**Which resistance goes into $V=R\sqrt{I^2-I_c^2}$?**

I model a self-shunted Nb/Nb$_x$Si$_{1-x}$/Nb junction as an overdamped RSJ. The inputs are illustrative: $I_c=5.00$ mA and a slope $dV/dI=14.5$ mΩ at $I=6.00$ mA. Can I use that slope as $R$ to get the Josephson frequency and the single-flux-quantum pulse?

---

**Answer**

No. The attempt below is wrong, through one line.

**Wrong attempt**

1. For $C=0$, with $i=I/I_c>1$, $\tau=\omega_c t$, $\omega_c=2eI_cR/\hbar$, $V_c=I_cR$, and a dot for $d/d\tau$: $v/V_c=\dot\varphi=i-\sin\varphi$.

2. Put $u=1/\dot\varphi$ and $s=\sqrt{i^2-1}$. Then $\dot u=u\cos\varphi$, so $\dot u^2=u^2-(iu-1)^2$, or $\dot u^2+s^2(u-i/s^2)^2=1/s^2$. This is a harmonic oscillator of frequency $s$ and amplitude $1/s^2$. With $t=0$ at the voltage minimum,
$$v(t)=\frac{V_c\,(i^2-1)}{i+\cos\omega_Jt},\qquad \omega_J=s\,\omega_c .$$

3. The phase gains $2\pi$ per period, so the mean voltage is $V=\hbar\omega_J/2e=R\sqrt{I^2-I_c^2}$. With $q=i-s$ one has $i=(1+q^2)/2q$ and $s=(1-q^2)/2q$, and the Poisson kernel gives
$$v=V\Big[1+2\sum_{n\ge1}(-q)^n\cos n\omega_Jt\Big].$$

4. As $i\to1$, expanding about a maximum gives $v=2V_c/[1+(\omega_ct)^2]$, of area $2\pi V_c/\omega_c=h/2e=\Phi_0$ and FWHM $2/\omega_c=\Phi_0/\pi V_c$.

5. Set $R=dV/dI=14.5$ mΩ.

6. With $i=1.20$, $s=0.663$: $V_c=72.5$ µV, $V=48.1$ µV and, at 483.6 MHz/µV, $f_J=V/\Phi_0=23.3$ GHz (wrong).

**Symptom**

Differentiate the curve just built. At 6.00 mA its slope is $14.5\,i/s=26.2$ mΩ, not the 14.5 mΩ that went in. The recipe also makes $V_c$, a property of the junction, depend on the bias, and makes it diverge as $I\to I_c$.

**Faulty line**

Line 5. $R$ is the ohmic shunt in the equation of motion. The slope of the averaged curve is
$$R_d=\frac{dV}{dI}=\frac{RI}{\sqrt{I^2-I_c^2}}=R\,\frac{i}{s}>R .$$
The averaged current is $I=V/R+I_c\langle\sin\varphi\rangle$ with $\langle\sin\varphi\rangle=i-s=q$. This mean supercurrent falls as the bias rises, so the shunt current grows faster than $I$. Only for $i\gg1$ does $R_d\approx R\,(1+1/2i^2)$ approach $R$. A handy local form is $R^2=(V/I)\,R_d$.

**Mended calculation**

$R=R_d\,s/i=8.02$ mΩ. Lines 1–4 stand, with $q=0.537$.

| | wrong | mended |
|---|---|---|
| $V_c$ (µV) | 72.5 | 40.1 |
| $V$ (µV) | 48.1 | 26.6 |
| $f_J$ (GHz) | 23.3 | 12.9 |
| first harmonic $2Vq$ (µV) | 51.6 | 28.5 |
| pulse height $2V_c$, $i\to1$ (µV) | 145 | 80.2 |
| pulse FWHM, $i\to1$ (ps) | 9.08 | 16.4 |

**Size of the error**

Every voltage and frequency was too large by $i/s=1.81$, or 81 %, and the pulse too narrow by 45 %. The area $\Phi_0$ and the harmonic ratio $q$ do not contain $R$, so neither reveals the slip. The excess $R_d/R-1$ is still 15 % at $i=2$ and falls to 1 % only at $i=7.1$, here 36 mA, where self-heating may spoil the model.

Capacitance and noise are far smaller than this. A generous assumed $C=1$ pF gives $\beta_c=\omega_cRC=9.8\times10^{-4}$, and at 4.2 K $2ek_BT/\hbar I_c=3.5\times10^{-5}$. The correction is sensitive to $I_c$, though: $|\partial\ln R/\partial\ln I_c|=1/(i^2-1)$ at fixed $I$ and $R_d$, so 1 % in $I_c$ moves $R$ by 2.3 %.

These numbers are the model's, for a lumped junction with a sinusoidal current-phase relation and constant $R$. The inputs were chosen so that $f_c=V_c/\Phi_0=19.4$ GHz lies near 20 GHz, typical of such junctions in programmable voltage standards.